Margin comments on the auxiliary density matrix method (ADMM), with an oxygen vacancy in MgO as the test of cost against accuracy

1. On conventions. The basis is real and the shell is closed. The primary basis has N_b functions φ with overlap S, and D = 2CCᵀ, so Tr(DS) = N. The auxiliary basis has n functions χ with overlap s, and Q is the n × N_b matrix ⟨χ|φ⟩. Exact exchange is K[D] = −¼ Σ D_μν D_λσ (μλ|νσ), and X[D] is local exchange, −¾(3/π)^(1/3) ∫ρ^(4/3) d³r. Lower-case k and x are the same functionals in the auxiliary basis. A bold face is not available, so K′, X′, k′, x′ denote the matrices ∂/∂D or ∂/∂d. Formulas are in atomic units.

2. On why electrons are lost. Minimising ‖ψ − Σ c χ‖² for each orbital ψ gives s c = QC, so c = TC with T = s⁻¹Q and d = T D Tᵀ. Then N − Tr(ds) = Tr[D(S − Qᵀs⁻¹Q)]. The matrix S − Qᵀs⁻¹Q is the overlap matrix of the residuals φ − Pφ, with P the projector on the auxiliary space. It is positive semidefinite, as is D, so Tr(ds) ≤ N.

3. On the exchange matrix. The identity K[D] = k[d] + (K[D] − k[d]) becomes ADMM (Guidon, Hutter and VandeVondele, 2010) when the bracket is replaced by X[D] − x[d]:
E_x = k[d] + X[D] − x[d].
T does not depend on D, so δd = T δD Tᵀ, and cyclic permutation in the trace gives the matrix Tᵀ(k′ − x′)T + X′. The error is (k − x)[d] − (K − X)[D]. It is of first order in the lost part of the density matrix, weighted by the difference between the exact and the local exchange operator where that part lies.

4. On restoring N. Adding −Λ(Σ cᵀs c − N/2) to the fit gives (1 − Λ)s c = QC. The constraint is therefore a uniform scaling d → λd with λ = (1 − Λ)⁻² = N/Ñ and Ñ = Tr(ds). Since k is quadratic, k[λd] = λ²k[d], while x[λd] = λ^(4/3) x[d]. Even if k[d] = x[d], the scaled difference is (λ² − λ^(4/3))k ≈ ⅔(λ − 1)k, a multiple of the whole exchange energy. This variant is ADMMQ. ADMMS (both from Merlot and co-workers, 2014) uses k[λd] − λ^(2/3) x[λd] = λ²(k[d] − x[d]), so scaling now acts only on the small difference. Two riders are often dropped. The equality is exact for local exchange only, because the reduced gradient of a GGA scales as λ^(−1/3). And λ depends on D, with δλ = Tr[(S − λTᵀsT)δD]/Ñ, so the ADMMS matrix is X′ + λ²Tᵀ(k′ − x′)T + 2λ(k[d] − x[d])(S − λTᵀsT)/Ñ. The S part shifts all eigenvalues equally, the TᵀsT part does not. A third route, purification, orthonormalises the projected orbitals, so that each is rescaled by its own loss.

5. On the model. The cell has 216 sites, one of them the vacancy, with the typical lattice constant a = 4.21 Å. Each of the 215 ions has a filled 2s2p shell, which gives M = 860 host pairs. The neutral centre F⁰ adds one pair in ψ = (ζ³/π)^(1/2) exp(−ζr), with the assumed ζ = 4/a = 0.950 Å⁻¹, which puts 76 % of the charge within a/2. The assumed primary basis has 20 functions per site, N_b = 4320. The auxiliary basis has 4 per site, supposed to hold the host shells exactly, and all 20 on the sites within R of the vacancy. The extra functions are idealised as complete inside R and absent outside, so Pψ is ψ cut at R. Host and defect densities are treated as non-overlapping, and D is held at its exact value. The F²⁺ cell is then exact, and all errors below are errors in E(F⁰) − E(F²⁺); the (0/2+) level moves by half as much. They are multiplied by the mixing fraction a_x = 1/ε∞ = 0.338, from the compiled ε∞ = 2.96 (Skone 2014). For scale, 0.1 eV is 1.3 % of the compiled gap of 7.83 eV (Miglio 2020).

6. On the exact answer. With t = 2ζR the lost norm is ε(t) = e^(−t)(1 + t + t²/2), and 2ε electrons are lost. For one pair exchange is minus the self-repulsion of |ψ|², which for a spherical charge is ∫q(r)²/r² dr with q the enclosed charge. With u = 2ζr, two integrals suffice:
A(t) = ∫_t^∞ ε(u)/u² du = e^(−t)(1/t + ½),
B(t) = ∫_t^∞ ε(u)²/u² du = e^(−2t)(1/t + 21/16 + 5t/8 + t²/8).
Then K = −2ζ lim_{t→0}(1/t − 2A + B) = −5ζ/8. The energy unit ζ is 13.68 eV, so K = −8.55 eV. Cutting at R freezes q at 1 − ε(t), and
k − K = 2ζ[1/t − 2A + B − (1 − ε)²/t] = 2ζ[(1 + t)e^(−t) − (11/16 + 11t/8 + 7t²/8 + t³/4)e^(−2t)].
Local exchange is X = −(81/128)(6/π²)^(1/3) ζ = −0.5361ζ = −7.33 eV, and since ρ^(4/3) decays as exp(−4u/3), x − X = |X| ε(4t/3).

7. On how the errors fall. Plain ADMM has e₂ = (k − K) − (x − X), which tends to 2ζt e^(−t) = ε·2/R at large t. The 2ε lost electrons sat in an exchange potential −1/r, and the local potential, decaying exponentially, returns little of it. Purification gives k/(1 − ε)² − x/(1 − ε)^(4/3) − (K − X) ≈ e₂ + ε(2K − 4X/3) = e₂ − 7.32 eV·ε. Uniform scaling has λ = (M + 1)/(M + 1 − ε), only 2.77 × 10⁻⁴ above one at t = 4, but it acts on all host pairs. With k_h and x_h the exchange per host pair, M(λ − 1) → ε for large M, and
e_Q → e₂ + ε(2k_h − 4x_h/3), e_S → e₂ + 2ε(k_h − x_h).
The host term does not vanish with cell size. For the assumed k_h = −30 eV and x_h = −27 eV its coefficient is −24 eV for ADMMQ and −6 eV for ADMMS. This is what the factor λ^(2/3) buys in a defect calculation.

8. On the alternative, density fitting. RI keeps D intact and fits orbital products in the Coulomb metric, so its error is +(δ|δ), of second order in the residual δ. Let the fitting set be complete inside R. The best fit copies |ψ|² inside and places a layer of charge at R. The residual field energy is 2ζ(p²/t − 2pA + B), with p the lost norm minus the layer charge. Its minimum lies at p = tA, and
e_RI = 2ζ(B − tA²) = 2ζ e^(−2t)(5/16 + 3t/8 + t²/8).
The exponent is twice that of any ADMM variant.

Errors × a_x in meV, with finite M in the Q and S columns:

t | R/(a/2) | ε | plain | purified | ADMMQ | ADMMS | RI
4 | 1 | 0.238 | 488 | −93 | −1441 | 6.2 | 11.8
6 | 1.5 | 0.0620 | 121 | −34.6 | −381 | −4.6 | 0.40
8 | 2 | 0.0138 | 23.7 | −10.5 | −87.7 | −4.1 | 0.012
10 | 2.5 | 0.00277 | 4.20 | −2.67 | −18.2 | −1.41 | 0.00032
12 | 3 | 0.00052 | 0.70 | −0.59 | −3.53 | −0.36 | 0.0000080

The ADMMS column is small because a positive e₂ meets a negative host term of nearly equal size. The signs are systematic for local exchange, but the closeness is an accident of the inputs: each eV in k_h − x_h moves the t = 4 entry by 161 meV, and at k_h = x_h the column returns nearly to plain ADMM. The choices below do not bank on it.

9. On the work of four-centre exchange. With overlap screening each site pairs with z sites, assumed z = 19. With b functions per site on 216 sites there are P = 216 z b²/2 = 820800 primary pairs and P²/2 = 3.37 × 10¹¹ quartets. At an assumed w = 100 operations per integral, contraction included, one direct build costs W₀ = 3.37 × 10¹³. Storing the quartets would take 2.7 TB at 8 bytes each. Work and storage grow as b⁴ and as the square of the cell.

10. On the work of ADMM. The sphere holds ν = (4π/3)(t/4)³ sites by volume, so n = 864 + 16ν. Since b_i b_j ≤ (b_i² + b_j²)/2, the pair count relative to P is at most r = [16(216 − ν) + 400ν]/(400·216) = 0.04 + ν/225, and the quartets fall by r². Forming T D Tᵀ and Tᵀ(k′ − x′)T takes 2nN_b(N_b + n) multiply-adds, which the table includes. Purification, at an assumed 10n³, adds 0.0002 W₀ in the first row and 0.006 W₀ in the last. The grid work for x[d] is linear in the cell and is left out. For large ν the work goes as t⁶, so the error falls as exp(−const·W^(1/6)). If density-matrix screening is fully effective, as in a large enough cell of a wide-gap insulator, the count per site goes as b⁴ and the bound becomes 0.0016 + 0.9984ν/216, which is 0.16 at t = 8 in place of r² = 0.036. The order of the rows is unchanged, but the savings shrink.

11. On the work of RI. Only the occupied rows of K′ are built, as in occ-RI-K, with o = 861 orbitals and A_f = 6480 + 30ν fitting functions, from an assumed 30 per host site and 60 inside R. The steps are the three-centre integrals, wPA_f; the half transformation to (μj|F), with F a fitting function, 2oPA_f; the products (ij|F), o²N_bA_f/2; two triangular solves with the factorised metric, o²A_f²/2; and the final contraction, o²N_bA_f. The last three grow as the fourth power of the cell. The stored array (μj|F) has oN_bA_f numbers.

Work in units of W₀, storage in 10¹⁰ numbers (full four-centre build: work 1, storage 33.7, error zero). The ADMM entries rest on r and are upper bounds, and quartet storage arises only if the integrals are kept:

t | ν | ADMM work | ADMM storage | RI work | RI storage
4 | 4.2 | 0.0047 | 0.12 | 1.7 | 2.5
6 | 14.1 | 0.012 | 0.36 | 1.8 | 2.6
8 | 33.5 | 0.038 | 1.2 | 2.0 | 2.8
10 | 65.4 | 0.11 | 3.7 | 2.4 | 3.1
12 | 113.1 | 0.30 | 9.9 | 2.9 | 3.7

Each step down the table divides the plain error by 4 to 6 and multiplies the ADMM work by about 3. The RI cost is set by the host and barely notices R.

12. On the cheapest choice for a stated accuracy, among the tabulated rows of the model. For 100 meV, purified ADMM at t = 4 passes at 0.005 W₀, whereas plain ADMM needs t = 8. For 25 meV, plain and purified both pass at t = 8, and plain costs 0.038 W₀. For 5 meV both need t = 10, at 0.11 W₀, and for 1 meV t = 12, at 0.30 W₀. ADMMQ costs the same as plain ADMM and needs a larger sphere for 25 and 5 meV, and it misses 1 meV inside the cell. For 0.1 meV no ADMM row qualifies, and the full build at 1 competes with RI at t = 8 and 2.0. That last ranking hangs on w: at w = 300 the RI ratio is 0.68.

13. On the best choice inside a budget. With work capped at 0.02 W₀ the largest sphere that the bound guarantees is t = 6, where purified ADMM errs by −34.6 meV. A cap of 0.05 W₀ admits t = 8 and −10.5 meV. A cap on storage does not bind the direct builds, full or ADMM, which keep no quartets, so with work free the direct four-centre build at zero error is the best choice. The cap binds RI when (μj|F) is held whole: 3 × 10¹⁰ numbers admit t = 8 and 0.012 meV. Cell size shifts the balance between the two families. In a 64-site cell, with o = 253, N_b = 1280 and the same t = 8, RI costs 0.36 of that cell's full build and the ADMM quartets cost at most 0.29. That bound counts a site pair across the sphere boundary as (16 + 400)/2 = 208 function pairs in place of 4·20 = 80; with the two kinds of site mixed at random the same ν gives 0.15. ADMM thus still costs less, possibly by about a factor of two, while RI also falls below the full build and has an error about three orders of magnitude smaller than purified ADMM. At 216 sites ADMM is the only choice well below W₀.

14. On what the model omits. Relaxation of D changes the errors at second order in the perturbing operator. A host loss ε_h per pair replaces ε by ε − ε_h in the host terms of Q and S. The serious omission is overlap. In the crystal the tail of ψ lies on host density and is built from conduction-like functions, which exact exchange with the host binds less than local exchange does. If that mismatch is Δ per electron, every ADMM column gains about −2εΔ a_x. For an assumed Δ = 5 eV this is −46 meV at t = 8, twice e₂ and of opposite sign. It would reverse the order of plain and purified ADMM in that row, so this order belongs to the model and not to MgO. The term is again linear in ε, and a change of a few in the prefactor moves a choice by about one row. What transfers is the structure: ADMM errors are a_x ε times an energy of several eV up to roughly 10 eV, ADMMQ raises that energy to the scale of ⅔k_h, and RI errors are quadratic. The loss is cheap to monitor as the change of N − Tr(ds) between the two charge states, which equals 2ε in the model. With 10 eV as the prefactor, an accuracy of 10 meV asks for ε below 0.003, which this model reaches at R = 2.5(a/2) for 0.11 W₀.